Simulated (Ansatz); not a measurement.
# GdP: the change of phonon entropy and phonon heat capacity with temperature

Plane-wave density functional theory, PAW datasets, Gaussian smearing 0.05 eV: harmonic lattice thermodynamics at fixed volume from displacements in the supercell given; kB is Boltzmann's constant. The results are calculated, by Ansatz 0.2.0.

Structure of every row (space group F-43m, No. 216):
```
cell vectors (Å)
   0.0000     3.1359     3.1359
   3.1359     0.0000     3.1359
   3.1359     3.1359     0.0000
atoms (fractions of the cell vectors)
Gd  0.00000  0.00000  0.00000
P   0.25000  0.25000  0.25000
```

Settings of every row: paw set soft_2; functional PBEsol; spin treatment collinear; moment partition spheres; spin axis none; wave cutoff 420 eV; SCF start saved density; lower state search off; symmetry use detected; k mesh of unit cell 6x6x6; supercell 2x2x2.

Atom:
```
element  first moment (μB)  hubbard u (eV)
     Gd                  7               0
      P                  0               0
```

Limits: the cell comes from a prototype or a list of computed structures and needn't be the stable phase; with one magnetic atom in the cell only parallel moments are possible.

```
row  temperature (K)  phonon entropy (kB per atom)  phonon heat capacity (kB per atom)  phonon free energy (meV per atom)
  1              200                         3.492                                2.59                              -0.65
  2              300                          4.59                               2.801                             -35.73
  3              400                         5.409                               2.885                             -78.96
  4              500                         6.057                               2.925                            -128.46
  5              600                         6.593                               2.947                            -183.03
  6              700                             ?                                   ?                                  ?
  7              800                         7.444                                2.97                            -304.34
  8              900                         7.794                               2.976                            -370.02
  9             1000                         8.108                               2.981                            -438.57
```

Question: what phonon entropy and phonon heat capacity should row 6 give?

Worked fit of phonon entropy. Entropy rises as the heat capacity times the change of ln T, so take t = ln(T / 300 K). The shown rows have t = -0.4055, 0, 0.2877, 0.5108, 0.6931, 0.9808, 1.0986, 1.204. Least squares give phonon entropy = 4.6007 + 2.79092 × t + 0.10563 × t² kB per atom; a straight line predicts inner rows, each left out in turn, worse (root mean square 0.026 against 0.008 kB per atom). The rows lie off it by 0.006, -0.011, -0.003, 0.003, 0.007, 0.004, 0.000, -0.006 (root mean square 0.0059 kB per atom), a smooth pattern that one more power would take up: the form is only approximate. The slope at t = 0, 2.79 kB per atom, estimates the heat capacity at 300 K. The withheld row has t = 0.8473, so the fit gives 4.6007 + 2.79092 × (0.8473) + 0.10563 × (0.8473)² = 7.041 kB per atom.

The calculation gave 7.048 kB per atom. The fit lies 0.007 kB per atom (0.15 % of the column's range) below it; its largest miss of a shown row is 0.011 kB per atom.

Worked fit of phonon heat capacity. At high temperature a harmonic heat capacity falls short of its limit by a term in 1/T², so take t = (100 K / T)². The shown rows have t = 0.25, 0.11111, 0.0625, 0.04, 0.02778, 0.01562, 0.01235, 0.01. Least squares give phonon heat capacity = 2.9995 − 1.9042 × t + 1.064 × t² kB per atom; a straight line predicts inner rows, each left out in turn, worse (root mean square 0.0061 against 0.00031 kB per atom). All shown rows lie on it to the printed digit. The constant, 2.9995 kB per atom, is to be held against the harmonic limit of 3 k_B an atom. The withheld row has t = 0.02041, so the fit gives 2.9995 − 1.9042 × (0.02041) + 1.064 × (0.02041)² = 2.961 kB per atom.

The calculation gave 2.961 kB per atom. The fit meets it to the printed digit.

The other values of row 6: phonon free energy -241.86 meV per atom.
